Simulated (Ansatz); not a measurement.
**Redistribution: C2H7Sb + C2H5Br → SbH2(CH3) + C3H7Br**

Species: C2H7Sb `C[CH2][SbH2]`, singlet; C2H5Br (bromoethane) `CCBr`, singlet; SbH2(CH3), singlet; C3H7Br (2-bromopropane) `CC(C)Br`, singlet. The partners trade CH3 for H; both sit on C, so the bond types are kept.

Shapes, held fixed at every level: PBE0-D4/def2-TZVP. Flexible molecules stand in one conformer, not always the lowest. Programs: Ansatz 0.2.0. The zero-point and thermal change to 298 K, harmonic and unscaled (PBE0-D4/def2-TZVP), is -2.0 kJ/mol.

Problem. Estimate ΔH(298 K) of this reaction.

Solution. The highest level, CCSD(T)/def2-TZVPP, gives ΔH(298 K) = -18.7 kJ/mol; the levels span -20.0 to -17.5. The column of differences is taken from that level and isn't an error. No measured value is set beside it here. For atoms past krypton def2 sets carry core potentials with scalar relativity. Relativity is left out for Br unless named. Correlated rows may include outer-core shells of Br, Sb, which these sets cover unevenly.

```tsv
level	kind	ΔH(298 K) (kJ/mol)	less CCSD(T)/def2-TZVPP
HF/def2-TZVPP	Hartree–Fock	-17.5	+1.2
r2SCAN-D4/def2-TZVPP	meta-GGA	-20.0	-1.3
BHLYP-D4/def2-TZVPP	global hybrid	-17.8	+0.9
wB97X-V/def2-TZVPP	range-separated hybrid	-18.6	+0.1
MP2/def2-TZVPP	perturbation theory	-19.6	-0.9
CCSD/def2-SVP	coupled cluster or CI	-18.2	+0.5
CCSD/def2-TZVPP	coupled cluster or CI	-18.2	+0.5
CCSD(T)/def2-TZVPP	coupled cluster or CI	-18.7	0.0
```

Moving the methyl group from ethylstibine to bromoethane is exothermic at every level, with CCSD(T) giving -18.7 kJ/mol. The likely driving force is the preference of bromine for a more substituted carbon. The C–Br bond is polarised towards bromine, and a second methyl group on the electron-poor carbon stabilises it by hyperconjugation and polarisation. Antimony is less electronegative than carbon, so its α-carbon has less to gain from alkyl substitution, and losing the methyl group there should cost less.

Hartree–Fock already recovers most of the exothermicity, which suggests that the preference is mainly a mean-field effect, with correlation adding a modest further stabilisation of the products. The close agreement between methods fits the conserved bond types, which let much of the error in describing each bond cancel. The reaction enthalpy alone can't separate the gain at the bromine-bearing carbon from the loss at the antimony-bearing one.
